# Charge-sharing threshold roll-off in a bulk MOSFET

The threshold voltage of a long n-channel MOSFET contains a term for the ionised acceptors that the gate must balance before it can collect electrons. Near the ends of the channel some of these acceptors are balanced by donors in the source and drain instead. The model of Yau (1974) estimates that share by a geometric construction. At each **Predict** mark, commit to an answer before reading on.

## Units and conventions

We use Hartree atomic units, $e=\hbar=m_e=4\pi\varepsilon_0=1$. Lengths are in bohr ($0.052918$ nm) and potentials in $E_h/e=27.211$ V. With relative permittivity $\epsilon$, Poisson's equation is $\nabla^2\psi=-4\pi\rho/\epsilon$.

The coordinate $y$ points from the Si surface into the body. The coordinate $x$ runs along the channel from the metallurgical source junction at the surface ($x=0$) to that of the drain ($x=L$). The potential $\psi$ is zero in the neutral body. Gate voltages are referred to the source, and $V_{SB}>0$ is reverse body bias. The symbols $\epsilon_s$, $\epsilon_{ox}$ and $t_{ox}$ denote the permittivities of Si and oxide and the oxide thickness.

## Premises

1. The body has a uniform acceptor density $N$, fully ionised, and depleted regions have sharp edges.
2. The drain-source voltage is negligible, so both ends are alike.
3. At and above threshold the surface potential is pinned along the whole channel at $\psi_s=2\phi_F+V_{SB}$, with $\phi_F=k_BT\ln(N/n_i)$.
4. The oxide is thin against all lateral lengths, so its field is vertical. The device is so wide that its sides do not matter.
5. Source and drain are abrupt and heavily doped, with depth $x_j$. Each edge is a quarter circle of radius $x_j$ centred on the surface, at $x=-x_j$ for the source.
6. The depletion layer around the junctions has the same thickness $W_d$, measured along the radius, as the layer under a long gate.
7. The acceptors balanced by the gate are separated from those balanced by a junction by a straight line. It runs from the junction edge at the surface to the point where the two depletion edges cross.

Premises 6 and 7 are assumptions of the model and do not follow from Poisson's equation. Their cost is estimated at the end.

## Step 1: the long-channel reference

Under a long gate $\rho=-N$ for $0<y<W_d$, so $\psi''=4\pi N/\epsilon_s$. Potential and field vanish at the edge of the neutral body, $\psi(W_d)=\psi'(W_d)=0$. Two integrations give

$$\psi(y)=\frac{2\pi N}{\epsilon_s}(W_d-y)^2,\qquad W_d=\sqrt{\frac{\epsilon_s\psi_s}{2\pi N}},$$

where the second form follows from $\psi(0)=\psi_s$.

In the oxide the field is uniform. A gate charge $\sigma_G$ per area produces the field $4\pi\sigma_G/\epsilon_{ox}$ and the drop $4\pi\sigma_Gt_{ox}/\epsilon_{ox}$, so $C_{ox}=\epsilon_{ox}/(4\pi t_{ox})$. The gate-body voltage is the flat-band voltage $V_{FB}$, into which any fixed oxide charge is absorbed, plus the two drops: $V_G+V_{SB}=V_{FB}+\psi_s+\sigma_G/C_{ox}$. Inserting premise 3,

$$\sigma_G=C_{ox}\,(V_G-V_{FB}-2\phi_F).$$

The gate charge balances $n_s$ electrons and $NW_d$ acceptors per area, so $n_s=C_{ox}(V_G-V_{t\infty})$ with

$$V_{t\infty}=V_{FB}+2\phi_F+V_B,\qquad V_B\equiv\frac{NW_d}{C_{ox}}=\frac{4\pi NW_dt_{ox}}{\epsilon_{ox}}.$$

> **Predict.** Which of the three terms in $V_{t\infty}$ can depend on $L$ under the premises, and in which direction?

Only $V_B$. The first is a property of the materials and the second is fixed by premise 3. The junctions relieve the gate of part of the acceptors, so the threshold falls.

## Step 2: Gauss's law for the whole gate

By premises 3 and 4 the expression for $\sigma_G$ holds at every $x$, so the gate charge per unit width is $L\sigma_G$. Consider the bundle of field lines that start on the gate. No flux leaves its sides, because the sides are field lines, and none leaves its lower end, where the field has fallen to zero. Gauss's law then makes the gate charge equal to the negative charge inside the bundle. If the bundle covers the area $A_G$ of the depleted cross-section,

$$LC_{ox}(V_G-V_{FB}-2\phi_F)=\int_0^Ln_s\,dx+NA_G .$$

We define $V_t$ as the gate voltage at which this linear relation extrapolates to zero total electron charge:

$$V_t=V_{FB}+2\phi_F+V_B\,\frac{A_G}{LW_d},\qquad \Delta V_t\equiv V_t-V_{t\infty}=-V_B\left(1-\frac{A_G}{LW_d}\right).$$

This threshold is an average over the channel. All that remains is the area $A_G$.

## Step 3: where the depletion edges cross

The gate's depletion edge is the line $y=W_d$. By premises 5 and 6 the depletion edge of the source is a circle of radius $x_j+W_d$ about $(-x_j,0)$.

> **Predict.** Let the crossing lie at $(\Delta,W_d)$. Write the right triangle that fixes $\Delta$. Is $\Delta$ larger or smaller than $W_d$?

The triangle has its corners at the centre $(-x_j,0)$, at $(\Delta,0)$ and at the crossing. Its legs are $x_j+\Delta$ and $W_d$, and its hypotenuse is the radius:

$$(x_j+\Delta)^2+W_d^2=(x_j+W_d)^2 .$$

Expanding both sides cancels $x_j^2$ and $W_d^2$ and leaves $\Delta^2+2x_j\Delta=2x_jW_d$. Completing the square, $(x_j+\Delta)^2=x_j^2+2x_jW_d$. The crossing on the channel side has $x_j+\Delta>0$, which selects the positive root:

$$\Delta=x_j\left[\sqrt{1+\frac{2W_d}{x_j}}-1\right].$$

The quadratic can also be written $W_d=\Delta+\Delta^2/(2x_j)$, so $\Delta<W_d$. It gives $\Delta^2=2x_jW_d-2x_j\Delta$ as well, so $\Delta<\sqrt{2x_jW_d}$. The circle meets the surface at $x=W_d$ and curves back towards the source as it descends, which is why the crossing lies at a smaller $x$.

## Step 4: the trapezoid

By premise 7 the gate's region is bounded by the surface, by the line $y=W_d$, and by the segments from $(0,0)$ to $(\Delta,W_d)$ and from $(L,0)$ to $(L-\Delta,W_d)$. This is a trapezoid with top $L$, bottom $L-2\Delta$ and height $W_d$.

> **Predict.** The bottom edge loses $\Delta$ on each side. Is the fraction of charge lost $\Delta/L$ or $2\Delta/L$?

The area is height times mean width,

$$A_G=W_d\,\frac{L+(L-2\Delta)}{2}=W_d(L-\Delta).$$

Each side loses a triangle of area $\Delta W_d/2$ and not a rectangle, so the two sides together remove the fraction $\Delta/L$.

## Step 5: the result

Inserting $A_G$ into Step 2,

$$\boxed{\Delta V_t=-\frac{NW_d}{C_{ox}}\,\frac{x_j}{L}\left[\sqrt{1+\frac{2W_d}{x_j}}-1\right]}$$

To convert to SI, replace $N$ by $qN$ and $\epsilon/4\pi$ by $\epsilon\varepsilon_0$. The prefactor becomes $qNW_d/C_{ox}$ with $C_{ox}=\epsilon_{ox}\varepsilon_0/t_{ox}$ and $W_d=\sqrt{2\epsilon_s\varepsilon_0\psi_s/(qN)}$.

A second form removes the unit system. Step 1 gives $4\pi NW_d^2=2\epsilon_s\psi_s$, so $V_B=2(\epsilon_s/\epsilon_{ox})(t_{ox}/W_d)\psi_s$ and

$$\Delta V_t=-2\,\frac{\epsilon_s}{\epsilon_{ox}}\,\frac{t_{ox}}{L}\,\psi_s\,\frac{\Delta}{W_d}.$$

Since $\Delta<W_d$, the model never gives a roll-off above $2(\epsilon_s/\epsilon_{ox})(t_{ox}/L)\psi_s$.

## Step 6: the two limits

> **Predict.** What shape does the dividing line take when $x_j\gg W_d$, and what becomes of $\Delta$ when $x_j\to0$?

For a deep junction put $u=2W_d/x_j\ll1$ and use $\sqrt{1+u}=1+u/2-u^2/8+\dots$:

$$\Delta=W_d-\frac{W_d^2}{2x_j}+\dots\;\to\;W_d .$$

The junction is then a vertical wall and the dividing line is the bisector of the corner. If wall and surface are at the same potential, mirror symmetry forbids flux across the bisector, so premise 7 has the right direction in this limit. The depth near the corner is still approximate, since a region depleted from two sides reaches further than either layer alone.

For a shallow junction factor out the large term, $\sqrt{x_j^2+2x_jW_d}=\sqrt{2x_jW_d}\,\sqrt{1+x_j/(2W_d)}$:

$$\Delta=\sqrt{2x_jW_d}-x_j+\dots\;\to\;\sqrt{2x_jW_d}.$$

The relative correction is $\sqrt{x_j/(2W_d)}$, which dies slowly: it is below 10 % only for $x_j/W_d<0.02$. As $x_j\to0$ the circle becomes tangent to the line $y=W_d$ at $x=0$ and $\Delta$ vanishes. In this model shallow junctions suppress roll-off as $\sqrt{x_j}$.

> **Predict.** How does $\Delta V_t$ scale with $\psi_s$, and hence with body bias, in each limit?

In the deep limit $\Delta/W_d\to1$, so $\Delta V_t\propto\psi_s$, with $N$ entering only through the logarithm in $\phi_F$. In the shallow limit $\Delta/W_d\propto W_d^{-1/2}\propto\psi_s^{-1/4}$, so $\Delta V_t\propto\psi_s^{3/4}$. Reverse body bias always increases the roll-off, and a short device therefore shows a weaker body effect than a long one.

## Numerical illustration: Si nMOSFET at $V_{SB}=2$ V

The device is chosen as $N=10^{17}$ cm$^{-3}$, $t_{ox}=10$ nm, $x_j=100$ nm, $L=500$ nm, $T=300$ K. Approximate material inputs are $\epsilon_s=11.7$, $\epsilon_{ox}=3.9$ and $n_i=1.0\times10^{10}$ cm$^{-3}$. Intermediate values are carried unrounded.

In atomic units $N=1.482\times10^{-8}$, $t_{ox}=189.0$, $x_j=1890$, $L=9449$, $k_BT=9.500\times10^{-4}$ and $V_{SB}=0.07350$. Then:

- $\phi_F=k_BT\ln10^7=0.01531$ and $\psi_s=0.10412$;
- $W_d=\sqrt{\epsilon_s\psi_s/(2\pi N)}=3617$;
- $C_{ox}=1.642\times10^{-3}$, $NW_d=5.360\times10^{-5}$, $V_B=0.03264$;
- $2W_d/x_j=3.828$, the square root in the boxed result is $2.197$, and $\Delta=2263$;
- $\Delta/L=0.2395$ and $\Delta V_t=-0.00782$.

Converted: $\psi_s=2.833$ V, $W_d=191.4$ nm, $C_{ox}=3.453$ fF/µm$^2$, $V_B=0.888$ V, $\Delta=119.7$ nm and

$$\Delta V_t=-0.213\ \text{V}.$$

Neither limit of Step 6 applies, since $W_d=191.4$ nm and $\sqrt{2x_jW_d}=195.7$ nm both lie far above $\Delta$. The bound of Step 5 is $0.340$ V.

> **Predict.** Removing the body bias lowers $\psi_s$ to $0.833$ V, by a factor $3.40$. Between which factors must the roll-off drop?

The logarithmic slope of $\Delta$ with respect to $W_d$ is $(x_j+\Delta/2)/(x_j+\Delta)$, which lies between $1/2$ and $1$, so the factor lies between $3.40^{3/4}=2.50$ and $3.40$. At $V_{SB}=0$ one finds $W_d=103.8$ nm, $V_B=0.482$ V, $\Delta=75.4$ nm and $\Delta V_t=-0.073$ V, a factor $2.93$. The 2 V bias thus raises the threshold by $0.406$ V in a long device and by $0.266$ V in this one.

## Range of validity

**Geometry.** The trapezoid exists for $L\ge2\Delta=239$ nm. At $L=2\Delta$ it is a triangle with $\Delta V_t=-V_B/2$, and below that the formula has no meaning. The two circles already overlap near the surface for $L<2W_d=383$ nm, so $L>2W_d$ is the safer condition, and the example meets it. Premise 4 needs $t_{ox}\ll\Delta$, here 10 nm against 119.7 nm. The sharp depletion edge ignores a potential of order $k_BT$, which is $0.9$ % of $\psi_s$. Halo or retrograde doping violates premise 1, and extra acceptors near the channel ends can reverse the sign of the roll-off.

**Equal depth, planar part.** If the junction layer has radial thickness $W_j\ne W_d$, the triangle of Step 3 gives

$$\Delta'=\sqrt{(x_j+W_j)^2-W_d^2}-x_j .$$

The junction drop is $\psi_j=V_{bi}+V_{SB}$. For a donor density $N_D=10^{20}$ cm$^{-3}$ the non-degenerate formula $V_{bi}=k_BT\ln(NN_D/n_i^2)$, a rough estimate at this doping, gives $1.012$ V. A planar junction has $W_p=W_d\sqrt{\psi_j/\psi_s}$.

> **Predict.** Does reverse bias make this part of premise 6 better or worse?

Better, because the same $V_{SB}$ is added to numerator and denominator. The excess of $W_p$ over $W_d$ is $10$ % at zero bias and $3.1$ % at 2 V. There $W_p=197.4$ nm, $\Delta'=128$ nm and $\Delta V_t=-0.227$ V.

**Equal depth, curvature.** Around a cylinder Poisson's equation is $r^{-1}(r\psi')'=4\pi N/\epsilon_s$. With zero field at the outer radius $r_d$, one integration gives $\psi'=-(2\pi N/\epsilon_s)(r_d^2-r^2)/r$. A second, from $x_j$ to $r_d$, set equal to $\psi_j=(2\pi N/\epsilon_s)W_p^2$, gives

$$r_d^2\ln\frac{r_d}{x_j}-\frac{r_d^2-x_j^2}{2}=W_p^2 .$$

The root is $r_d=266$ nm, so $W_j=166$ nm, well below $W_d$: the field lines fan out and meet more charge per unit depth. Then $\Delta'=85$ nm and $\Delta V_t=-0.151$ V. This part worsens as $W_d/x_j$ grows with bias. An isolated cylinder ignores the flat bottom of the junction and the neighbouring gate layer, so the number shows the sensitivity and is not a corrected value.

**The straight line.** An equally simple rule assigns each acceptor to the nearer of surface and junction. Points at equal distance obey $\sqrt{(x+x_j)^2+y^2}-x_j=y$. Squaring gives the parabola $y=x+x^2/(2x_j)$, which passes through $(0,0)$ and, by Step 3, through $(\Delta,W_d)$. Premise 7 uses its chord, $y=x+x\Delta/(2x_j)$. The area between them is

$$\int_0^\Delta\frac{x(\Delta-x)}{2x_j}\,dx=\frac{\Delta^3}{12x_j}$$

per side, taken from the gate. The lost length becomes $\Delta+\Delta^3/(6x_jW_d)$, which tends to $4\Delta/3$ for shallow junctions. In the example it grows by $14.9$ nm, giving $\Delta V_t=-0.239$ V.

**Drain bias.** With unequal ends the lost length is $(\Delta_S+\Delta_D)/2$. At $W_j=W_d$, $d\Delta'/dW_j=(x_j+W_d)/(x_j+\Delta)=1.33$, and planar scaling gives $dW_j=W_dV_{DS}/(2\psi_s)=1.69$ nm for $V_{DS}=0.05$ V. Half the product, times $V_B/L$, is $0.002$ V. The result is one for low drain bias and does not describe barrier lowering in saturation.

**Width.** If the gate runs on over a field oxide, a rough model adds at each side a quarter disc of depleted charge of area $\pi W_d^2/4$. Relative to $ZW_d$ for gate width $Z$ this raises the threshold by $V_B\pi W_d/(2Z)$, which is $0.027$ V for $Z=10$ µm.

**Which threshold, above inversion.** A current does not measure the total charge. Read the trapezoid column by column as a local threshold $V_t(x)$, whose mean is $V_t$. At constant mobility the slices are resistors in series, so the conductance is proportional to $1/S$ with $S=\langle[V_G-V_t(x)]^{-1}\rangle$. Let $U=V_G-V_t$, let $\sigma^2$ be the variance of $V_t(x)$, and let $f=\Delta/L$. Expanding to second order, the linear term averages to zero and $1/S\approx U-\sigma^2/U$. The tangent to this curve cuts the axis at $U-(U-\sigma^2/U)/(1+\sigma^2/U^2)\approx2\sigma^2/U$ above $V_t$. The deficit $V_{t\infty}-V_t(x)$ is spread uniformly from $0$ to $V_B$ over the fraction $2f$ of the channel and is zero elsewhere, so $\sigma^2=V_B^2(2f/3-f^2)$ and $\sigma=0.284$ V. At $U=2$ V the shift is $0.081$ V at this order. The average can be done in closed form with $a=V_G-V_{t\infty}=U+\Delta V_t$,

$$S=\frac{1-2f}{a}+\frac{2f}{V_B}\ln\left(1+\frac{V_B}{a}\right),$$

and the intercept $U+S/(dS/da)$ is $0.066$ V. The averaged threshold is approached only at large overdrive.

> **Predict.** Below threshold the current is set by the lowest surface potential, at mid-channel. Should its shift fall off as $1/L$?

**Which threshold, below inversion.** It should not. Integrate Poisson's equation from $y=0$ to a fixed $W_d$, replace $\partial_x^2\psi$ crudely by its surface value, and use continuity of displacement at the oxide. For the surface potential $\psi(x)$,

$$W_d\psi''+\frac{\epsilon_{ox}}{\epsilon_s}\frac{V_G+V_{SB}-V_{FB}-\psi}{t_{ox}}=\frac{4\pi NW_d}{\epsilon_s}.$$

This is $\psi''=(\psi-\psi_\infty)/\lambda^2$ with $\lambda^2=\epsilon_st_{ox}W_d/\epsilon_{ox}$ and $\psi_\infty=V_G+V_{SB}-V_{FB}-V_B$. With $\psi=\psi_j$ at both ends,

$$\psi=\psi_\infty+(\psi_j-\psi_\infty)\frac{\cosh[(x-L/2)/\lambda]}{\cosh(L/2\lambda)}.$$

Setting $\psi(L/2)=\psi_s$ gives a gate-voltage shift $\psi_\infty-\psi_s=-(\psi_j-\psi_s)/[\cosh(L/2\lambda)-1]$, which decays exponentially with $L$. Here $\lambda=76$ nm, $\psi_j-\psi_s=0.179$ V and the shift is about $-0.014$ V, an order of magnitude below the averaged value. The charge-sharing formula does not apply to a threshold read from the subthreshold current of a device with $L\gg\lambda$.

The changes to the model value of $-0.213$ V at $V_{SB}=2$ V, each taken alone, are:

| Premise relaxed | Change (V) |
|---|---|
| planar depth from $V_{bi}+V_{SB}$ | $-0.014$ |
| the same with cylindrical curvature | $+0.062$ |
| parabolic dividing line | $-0.027$ |
| $V_{DS}=0.05$ V | $-0.002$ |
| width 10 µm | $+0.027$ |
| tangent to the conductance at $U=2$ V | $+0.066$ |

Two entries reach about three tenths of the effect, so the approximations support one figure: a charge-averaged roll-off of about $-0.2$ V. The formula holds as an estimate of that average for uniform doping, low drain bias, $t_{ox}\ll\Delta$, $Z\gg W_d$ and $L>2W_d$, and it is on firmest ground when $x_j$ is at least comparable with $W_d$, where both the curvature and the choice of dividing line matter less.